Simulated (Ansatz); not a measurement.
Ta: the change of energy above lowest point with volume scale

Free energy against uniform scaling of the volume at fixed shape and fractions; periodic cell, basis, potentials, k mesh and filling as listed. The results are calculated, by Ansatz 0.2.0.

The cell before it is scaled or strained (space group Fm-3m, No. 225):
```
CELL_PARAMETERS angstrom
0.00000 2.11000 2.11000
2.11000 0.00000 2.11000
2.11000 2.11000 0.00000
ATOMIC_POSITIONS crystal
Ta 0.00000 0.00000 0.00000
```

Settings of every row: functional LDA; dispersion none; potentials all-electron LAPW; k mesh 12x12x12; k shift 0x0x0; occupations fermi dirac; smearing width 0.15 eV; spin none.

Limits: coarse k mesh, up to 40 meV an atom off; no spin-orbit coupling, which can matter with elements this heavy.

| row | volume scale | V (Å³/atom) | energy above lowest point (meV/atom) |
| --- | --- | --- | --- |
| 1 | 0.94 | 17.661 | 0 |
| 2 | 0.97 | 18.224 | 6.1 |
| 3 | 1 | 18.788 | ? |
| 4 | 1.03 | 19.351 | 77.9 |
| 5 | 1.06 | 19.915 | 138.3 |

Question: what energy above lowest point should row 3 give?

Worked fit of energy above lowest point. Take u = (V_r/V)^(2/3) − 1 with V_r = 18.788 Å³ an atom, which is twice the finite (Eulerian) strain; such expansions in the strain, on which the Birch-Murnaghan equation of state is built, carry the rest volume and the bulk modulus. The shown rows have u = 0.0421, 0.02053, -0.01949, -0.03809. Least squares give energy above lowest point = 33.07 − 1822.8 × u + 24651 × u² meV/atom; a straight line predicts inner rows, each left out in turn, worse (root mean square 23 against 0.15 meV/atom). The rows lie off it by 0.0, 0.1, -0.1, 0.0. Its lowest point lies at u = 0.0370, or V = 17.79 Å³ an atom, and the curvature there gives the bulk modulus at fixed shape and fractions, B = (4/9)(1 + u)² E″(u)/V = 212 GPa. The withheld row has u = 0, so the fit gives 33.07 − 1822.8 × (0) + 24651 × (0)² = 33.1 meV/atom.

The calculation gave 33 meV/atom. The fit lies 0.1 meV/atom (0.072 % of the column's range) above it, one unit of the last digit.
